**Q:** This molecule is H₃Sn–NH–CH₃, and tin in it is formally +4. Why does the table give it less than half a unit of charge?

Hirshfeld atomic charges of H₃Sn–NH–CH₃ (CH₇NSn), computed as a neutral singlet with PySCF 2.14.0. The density comes from a B3LYP/def2-SVPD single-point calculation at the GFN2-xTB geometry.

| row | hirshfeld charge (e) | computed element |
| --- | --- | --- |
| 1 | 0.449 | Sn |
| 2 | -0.098 | H |
| 3 | -0.100 | H |
| 4 | -0.108 | H |
| 5 | -0.257 | N |
| 6 | -0.064 | C |
| 7 | 0.089 | H |
| 8 | 0.021 | H |
| 9 | 0.035 | H |
| 10 | 0.033 | H |

**A:** Because the two numbers answer different questions. The oxidation state hands each bonding pair entirely to the more electronegative partner, so tin loses four electrons on paper. In the molecule the pairs are shared, and a good part of their density remains around tin. The computed charge of 0.449 e is about a ninth of the formal value.

A Hirshfeld charge is found by dividing the electron density point by point. At each place the atoms receive shares in proportion to the density that their free, neutral counterparts would have there. The charge is then the number of electrons by which an atom falls short of its neutral count, so a negative charge means a gain. Charges of this kind are typically small, since the neutral atoms serve as the yardstick for the sharing.

To read the rows you need the connections. Hydrogens 2 to 4 sit on tin, hydrogen 7 on nitrogen, and hydrogens 8 to 10 on carbon. Nitrogen, row 5, links the tin and carbon ends.

**Q:** Then hydrogen has no fixed sign. It is negative in three rows and positive in four. What decides?

**A:** The atom it is bonded to. A bonding pair lies closer to the partner that holds electrons more strongly, and hydrogen stands in the middle of the elements present here. Rough Pauling electronegativities are 2.0 for tin, 2.2 for hydrogen, 2.6 for carbon and 3.0 for nitrogen. Hydrogen should therefore gain electrons from tin and lose them to carbon and nitrogen.

The charges follow this exactly. The hydrogens on tin carry about −0.10 e each, those on carbon about +0.03 e, and the one on nitrogen +0.089 e. Chemists call the first kind hydridic, meaning that it leans towards H⁻, and the last kind protic, leaning towards H⁺. Both occur here in one molecule, with only tin and nitrogen between them.

**Q:** Nitrogen is the most negative atom. Can I tell which neighbour its extra electrons came from?

**A:** Electrons carry no labels, but you can keep accounts. Imagine that the molecule is built from neutral atoms and that charge moves only along bonds. The skeleton has no ring, so cutting any bond separates the molecule into two pieces. Whatever charge one piece ends up with must have crossed that bond.

Take the Sn–N bond. The piece beyond it is the SnH₃ group, and its total charge is

0.449 − 0.098 − 0.100 − 0.108 = 0.143 e.

So SnH₃ has passed 0.143 electrons to nitrogen. The same sum for CH₃ gives 0.025, and the single hydrogen on nitrogen supplies 0.089. The three contributions add up to 0.257, which is the charge of nitrogen with its sign reversed, as it must be because the molecule is neutral.

The tin side is thus the main supplier, and the methyl group gives very little. The net flow has the direction of an inductive effect, in which a strongly attracting atom draws density through the bonds from the groups attached to it. The group total shows it better than the charge of tin alone, because tin also gives to its hydrogens. Together those three hydrogens take about two thirds of what tin loses, although the bond to nitrogen is the single largest outlet.

**Q:** Carbon is also bonded to nitrogen and three hydrogens, just like tin. Why is carbon negative and tin positive? And what would happen if I replaced tin by carbon?

**A:** The two atoms have the same set of neighbours but a different place in the order of electronegativity. Tin stands below both hydrogen and nitrogen, so it gives electrons through all four of its bonds. Carbon stands between the two, so it takes from its hydrogens and gives to nitrogen. Tin is a source, whereas carbon is a relay.

The relay keeps part of what it receives. Carbon collects 0.089 electrons from its three hydrogens and passes 0.025 on to nitrogen, which leaves it with a charge of −0.064 e. Its negative sign therefore does not mean that nitrogen fails to attract. It means that three small gains outweigh one small loss.

This also answers your question about replacement. With carbon in the place of tin, the second end group would be a methyl group like the one already present. Its hydrogens would turn from slightly negative to slightly positive, and the group would be a much weaker supplier to nitrogen. Silicon and germanium, by contrast, lie below hydrogen on the Pauling scale as tin does, so for them you should expect hydridic hydrogens again.

**Q:** So could I predict the amount of charge from the difference in electronegativity?

**A:** You can predict the direction, but not the amount. There are nine bonds, and in all nine the accounts show electrons moving towards the more electronegative atom. The sizes do not follow. An Sn–H bond, with a difference of only 0.2, shifts 3.4 times as much charge as a C–H bond, with a difference of about 0.4.

The reason is that electronegativity describes how strongly an atom attracts electrons, not how far the density gives way. The outer electrons of tin are spread out and loosely held, so they yield more readily than the electron of hydrogen, which is the giver in a C–H bond. That argument points the right way, but I would not claim that it accounts for the whole factor. Pauling's scale is built from bond energies, and a difference of a few tenths on it was never a measure of charge. Some of the contrast may also come from the way the density is divided between a large atom and a small one.

A sensible rule for a related molecule is therefore to use electronegativity for the signs. For the sizes, compare bonds of the same kind, such as one Sn–H bond with another.

**Q:** If I do that, row 4 stands out a little among the hydrogens on tin, and row 8 among those on carbon. Is there a reason?

**A:** Look at where these two atoms are. The lone pair of nitrogen points to one side of the molecule, and the most negative potential on the molecular surface lies there. Hydrogens 4 and 8 both lie on the far side, roughly opposite the lone pair when you look along the Sn–N or C–N bond. Chemists call this position anti.

Each of them is more electron-rich than the other two hydrogens of its group. Measured against the mean of those two, the difference is 0.009 e on tin and 0.013 e on carbon. Their bonds are also the longest of their type, by about 0.03 Å for Sn–H and 0.006 Å for C–H.

The standard explanation is hyperconjugation. In the anti position the lone pair overlaps well with the empty antibonding orbital of the Sn–H or C–H bond. A little density flows into that orbital, which weakens the bond and places some extra charge on the hydrogen. The charges and bond lengths fit this picture, but it has not been tested by an analysis of the orbitals. The computed Mayer bond orders give only mixed support: the anti bond has the lowest value among the Sn–H bonds, but the highest among the C–H bonds. The bond lengths come from a simpler tight-binding method, and a longer bond can itself alter the charge of its hydrogen.

**Q:** With a charge on every atom, can I at least work out the dipole moment?

**A:** You can do the sum, but it fails badly. Multiply each charge by the position of its atom and add the results as vectors. This gives 0.31 debye, while the dipole from the full density is 0.83 debye. Along the direction that runs from the tin end to the carbon end, even the sign is wrong: −0.21 debye from the charges against +0.29 debye from the density.

What has been lost is the shape of the cloud around each atom. A charge tells you how many electrons belong to an atom, but not whether they sit evenly around its nucleus. The lone pair is the clearest example. It puts density on one side of nitrogen and so creates a dipole there, yet moving that density around within the atom would leave the charge of nitrogen unchanged.

The effect is visible in the direction perpendicular to the chain along which the lone pair points. There the charges have the right sign but give only 0.24 debye, against 0.78 debye from the density. Atomic charges are good for asking which group has gained or lost electrons. They are a poor replacement for the density when you need the electric field around a small molecule.

**Q:** The charges are printed to three decimals. How many of them should I believe?

**A:** It depends on what you want to conclude. Within this one calculation the third decimal is reproducible, and rounding shifts a sum over four atoms by at most 0.002 e. As a statement about chemistry it is worth much less. The molecule was computed in one conformation, in the gas phase and with a small basis set, and each of these choices can move the last digits.

The way of dividing the density matters more. Another scheme applied to the very same density would give other charges, often considerably larger ones. The contrast between positive tin and negative nitrogen is large enough to rely on, and so is the opposite character of hydrogen on tin and on nitrogen. The values close to zero, such as those of carbon and its hydrogens, are less secure, and their signs could depend on the scheme. The picture of carbon as a relay rests on them, so it is less certain than that of tin as a source.

Differences of 0.002 e, as between rows 2 and 3 or rows 9 and 10, deserve no explanation at all. If you want to know how far the pull of nitrogen reaches, do not look for it in such digits. Compute SnH₄ and CH₄ with the same settings, and see how much their hydrogens change when one of them is replaced by the amino group.
